**Electrons that the atomic shells of TiCo do not hold**

When the cell of TiCo grows by an eighth in volume, from slightly compressed to slightly stretched, the charge that its atomic shells fail to describe also grows by about an eighth. The amount is small: roughly 0.4 of the 29 valence electrons in the cell, or about 1.4 percent. It rises by only 0.05 electrons over the whole range. The number depends on the crystal and also on the set of orbitals used to measure it.

Ansatz 0.2.0, scalar-relativistic r2SCAN with plane waves and PAW, collinear spin, for the 2-atom Pm-3m cell of TiCo at fixed geometries. Cutoff 500 eV, 14×14×14 k mesh, Gaussian smearing of 0.1 eV. Electrons outside these shells: the cell's 29 valence electrons minus the Löwdin populations of 3s, 3p, 3d and 4s on both atoms.

| volume (Å³/atom) | shortest distance (Å) | electrons outside these shells (e) |
| --- | --- | --- |
| 12.545 | 2.535 | 0.390 |
| 12.945 | 2.562 | 0.410 |
| 13.306 | 2.586 | 0.420 |
| 13.346 | 2.588 | 0.420 |
| 13.746 | 2.614 | 0.430 |
| 14.146 | 2.639 | 0.440 |

The column "electrons outside these shells" is a difference. The electron states of the crystal are projected onto atomic orbitals, here 3s, 3p, 3d and 4s on both Ti and Co, and the electrons found there are subtracted from 29. The result is rounded to 0.01 electrons, so the final zero in the column carries no information. Neither atom has a 4p orbital in this set. Some of the p character that the metallic electrons take on beyond 3p is therefore expected to be left over, since orbitals on neighbouring atoms can describe only part of it. Charge between the atoms is left over too where the orbitals cannot reproduce its shape.

The remainder should not be read as a count of free electrons, nor as charge passed from one metal to the other. The projection leaves both atoms short of their neutral number, Ti by 0.16 and Co by 0.24 electrons at volume 12.945. A division of space by the Bader method, made near the equilibrium volume, instead moves about 1.3 electrons from Ti to Co. The two analyses answer different questions, and the remainder itself says nothing about a transfer.

**Why expansion raises it**

Two effects of expansion can push the remainder up. The first is geometric. The atomic orbitals keep their size while the atoms move apart, so their tails cover the region between the atoms less well. As long as the binding electrons stay spread through that region, more of their charge has a shape that the fixed orbitals cannot build. An opposite tendency is expected too: as the atoms separate, the electron states become more like those of free atoms, which the orbitals describe well. The rise in the table suggests that this tendency does not yet prevail.

The second effect concerns the character of the electrons. Spread-out s and p states resemble waves in a box, and their kinetic energy falls quickly when the box grows. The average energy of the compact d states responds less, although their bands narrow as neighbouring d orbitals overlap less. Expansion thus favours s and p character over d, the reverse of the well-known shift from s to d in compressed transition metals. A gain in s character has a 4s shell to be counted in, whereas a gain in p character has no such shell and would add at least partly to the remainder.

The shell populations at volumes 12.945 and 13.746 fit this picture. Between them the 3d shells of both atoms together lose 0.066 electrons and the 4s shells gain 0.028. The remainder gains 0.025, and most of what is left appears in 3s. These numbers show where the count goes, but they do not separate poorer coverage from true 4p character. A projection that includes 4p orbitals would help to tell them apart.

The 3s shells also show how literally such a balance may be taken. They are closed inner shells and should hardly take part in bonding, yet their count rises by 0.012 electrons between the same two volumes. The likely reason is that overlapping orbitals must be made independent of each other before counting, which mixes a little of each shell into its neighbours. A shift of a hundredth of an electron in one shell is therefore no safe sign of chemistry. The remainder is sturdier in this respect, because it depends on what the whole set can describe and not on how the charge is shared among the shells.

**An estimate from the volume alone**

Suppose that the undescribed charge keeps the same average density as the cell expands. Its amount $N$ then grows in proportion to the volume per atom $V$:

$$N(V) = N(V_0)\,\frac{V}{V_0}$$

The starting point is the row at $V_0 = 12.945$ Å³/atom, where the shell populations give the finer value $N(V_0) = 0.4063$ electrons. For the largest cell this leads to $0.4063 \times 14.146/12.945 = 0.444$ electrons, and the table prints 0.44. The starting row is no test of the rule, but the other five rows agree with it to within the rounding of the table. The output printed below lists them all.

The sharpest test compares the smallest and the largest cell, where the finer populations leave 0.3925 and 0.4424 electrons. Between them the remainder grows by a factor of 1.127 and the volume by 1.128. The shortest distance between atoms grows by only about 4 percent, so over the whole range the remainder follows the volume and not the bond length itself. In a cubic cell each of the two fixes the other, so this describes the form of the growth and does not show which of them causes it.

Within the range the rule is only approximate. It asks for equal gains from equal steps in volume, but the step from 12.545 to 12.945 adds 0.014 electrons and the equally large one from 13.746 to 14.146 only 0.011. The rise is slowing, perhaps because the opposing tendency towards free atoms is gaining ground.

This agreement does not prove that a uniform electron gas fills the gaps. The range is narrow, and both effects described above could add up to much the same slope. The rule must also fail at large separation, because free atoms are described almost completely by their own orbitals. Somewhere beyond this range the remainder has to turn round and fall.

**The uneven steps**

Two features of the column look irregular, and both are mostly a matter of rounding. The first step is 0.02 electrons where later ones are 0.01, but the finer values for its two rows are 0.3925 and 0.4063, which print as 0.39 and 0.41. The real step of 0.014 electrons is only slightly larger than the later ones. The rows at 13.306 and 13.346 show the same value because their volumes are nearly equal. The expected difference between them is about 0.001 electrons, a tenth of the 0.01 to which the column is rounded.

**The part that magnetism may play**

Every row is a magnetic metal in which the moments on Ti and Co point in opposite directions. Expansion strengthens both: the Co moment grows from 1.3 to 1.5 Bohr magnetons over the range, smoothly and without a jump to another state. Between volumes 12.945 and 13.746, the remainder rises by 0.019 electrons in the minority spin and by only 0.006 in the majority spin. Part of this imbalance is no surprise, because the minority remainder is the larger one from the start, 0.26 against 0.15 electrons. It also grows faster in proportion, however, by about 7 percent against 4, so the growing moments may contribute to the trend.

How much they contribute is open, since there is no nonmagnetic calculation to compare with. The question matters because real TiCo is known to be paramagnetic, and r2SCAN tends to exaggerate magnetism in metals of this kind. The search for lower states was only a light one and no stability check was made, so a lower state may exist. The slope found here therefore belongs to the magnetic state that was calculated, and the real alloy may have a somewhat different one.

For a similar metal analysed with the same kind of orbital set, a remainder that rises with modest expansion is plausible but not assured, since the opposing tendencies may balance differently there. Adding orbitals to the set can only lower it, since a larger set describes at least as much of the charge. Remainders from different orbital sets should therefore not be compared as if they were properties of the materials.

Output of the analysis:

```
Rise of the remainder over the whole range, e per cell: 0.05
Rise of the volume over the whole range, percent: 12.76
Largest remainder as share of the 29 valence electrons, percent: 1.517
Expected difference between the two near-twin rows, e: 0.001249
Finer remainder at volume 12.945, e: 0.4063
Finer remainder at volume 13.746, e: 0.4314
Change of the finer remainder between these two rows, e: 0.0251
Ratio of the finer remainders: 1.062
Ratio of the two volumes: 1.062
Change of projected 3d, both atoms, same two rows, e: -0.0663
Change of projected 4s, both atoms, same two rows, e: 0.0275
Change of projected closed 3s, both atoms, same two rows, e: 0.012
Majority-spin remainder at 12.945, e: 0.1479
Minority-spin remainder at 12.945, e: 0.2585
Change of majority-spin remainder to 13.746, e: 0.006055
Change of minority-spin remainder to 13.746, e: 0.01905
Remainder scaled with volume from the finer value at 12.945, and site moments:
     row  computed_e  scaled_e     miss_e   Ti_muB  Co_muB
  12.545        0.39    0.3937   0.003745  -0.1906   1.298
  12.945        0.41    0.4063    -0.0037   -0.231   1.356
  13.306        0.42    0.4176  -0.002369  -0.2682   1.407
  13.346        0.42    0.4189  -0.001114  -0.2724   1.412
  13.746        0.43    0.4314   0.001441  -0.3153   1.467
  14.146        0.44     0.444   0.003995  -0.3585   1.521
```
